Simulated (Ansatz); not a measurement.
Al3InAs4 under compression: one row to predict

It was reached by relaxing an invented guess, and it needn't be the stable form of this composition.

Computed with Ansatz, DFT PBE, scalar-relativistic, plane waves, PAW. The final run on the 8-atom cell used 420 eV, a Γ-centred 6×6×6 mesh, 0.02 eV smearing and no spin polarisation.

```
Al In As
1.0
     5.83549    0.00000    0.00000
     0.00000    5.83549    0.00000
     0.00000    0.00000    5.83549
Al In As
3 1 4
Direct
  0.50000 0.00000 0.00000
  0.00000 0.00000 0.50000
  0.00000 0.50000 0.00000
  0.50000 0.50000 0.50000
  0.76063 0.23937 0.76063
  0.76063 0.76063 0.23937
  0.23937 0.23937 0.23937
  0.23937 0.76063 0.76063
```

The cell was set to several volumes, with shape and atoms relaxed at each where symmetry leaves them free. Pressure is positive in compression, and energies count from the lowest row.

```
row  V (Å³/atom)  P (GPa)  ΔE (meV/atom)  gap on mesh (eV)
  1       21.859    10.54           87.6              1.51
  2       22.604     7.24           46.5              1.54
  3       23.349        ?              ?                 ?
  4       24.094     2.04            4.7              1.37
  5       24.839     0.02            0.0              1.16
  6       25.585    -1.71            4.0              0.95
  7       26.330    -3.16           15.4              0.76
  8       27.323    -4.77           40.2              0.51
```

Problem. Find B = −V·ΔP/ΔV from rows 4 and 6 and from rows 1 and 2, and from the two its slope B′ and its value B0 at zero pressure.

Solution. Rows 4 and 6 give −(24.094 + 25.585)/2 × (-1.71 − (2.04))/(25.585 − 24.094) = 62.5 GPa at a mean pressure of 0.17 GPa. Rows 1 and 2 give −(21.859 + 22.604)/2 × (7.24 − (10.54))/(22.604 − 21.859) = 98.5 GPa at a mean pressure of 8.89 GPa. So B′ = (98.5 − 62.5)/(8.89 − (0.17)) = 4.13 and B0 = 62.5 − 4.13 × (0.17) = 61.8 GPa. A third-order Birch–Murnaghan fit to all the energies gives B0 = 62.0 GPa and B′ = 4.4.

Problem. Estimate the pressure and energy of row 3.

Solution. From row 5, V0 = 24.839 × (1 + (0.02)/61.8) = 24.847 Å³/atom. Murnaghan's form P = (B0/B′)·[(V0/V)^B′ − 1] gives (61.8/4.13) × [(24.847/23.349)^4.13 − 1] = 4.38 GPa; the computed pressure is 4.43 GPa, so the estimate is off by -0.05 GPa. The work of compression from row 4, with the mean of the two pressures, gives ΔE = 4.7 + (4.38 + 2.04)/2 × (24.094 − 23.349)/160.2 × 1000 = 19.6 meV/atom (1 eV/Å³ = 160.2 GPa); the computed value is 19.6 meV/atom.

Problem. Fit the gap against pressure through the other rows and estimate it at the computed pressure of row 3.

Solution. Over the 7 rows the mean pressure is 1.4571 GPa and the mean gap is 1.114 eV. The sums of products of deviations are S_xx = 188.5 and S_xy = 12.06, so the slope is 12.06/188.5 = 0.06398 (r = 0.91, rms misfit 0.15 eV). At 4.43 GPa the line gives 1.114 + (0.06398) × (4.43 − 1.4571) = 1.30 eV. The computed value is 1.57 eV, so the line is off by -0.27 eV, more than the largest miss among the fitted rows (0.22 eV). The rows follow a line poorly: the gap bends, or the lowest transition changes along the series.

Kohn–Sham gaps at this level usually fall short of measured ones. All volumes keep the k mesh of the relaxed cell. A later test with randomly moved atoms came back to the same energy, though modes that don't fit the test's cell weren't probed.

Compression opens the gap from 0.51 eV in row 8 to 1.57 eV in row 3, after which it slips back to 1.51 eV in row 1. This suggests a change in the lowest empty state rather than a smooth bending. In tetrahedral III–V arsenides the zone-centre conduction state is antibonding with strong cation and anion s character, so shorter bonds push it up quickly. The X-valley states, with more p and d character, move slightly the other way relative to the valence top. An Al-rich arsenide has these two close together, and a crossing near row 3 would explain why a single line fails there. In this cubic cell the zinc-blende X points fold onto Γ, so a gap at Γ on both sides wouldn't by itself rule out the crossing.

The pressure and energy of row 3 interpolate well because they depend on the occupied states, which a reordering of empty bands leaves untouched. The smooth compression curve doesn't show that this tetrahedral network would survive against denser, six-coordinate phases.
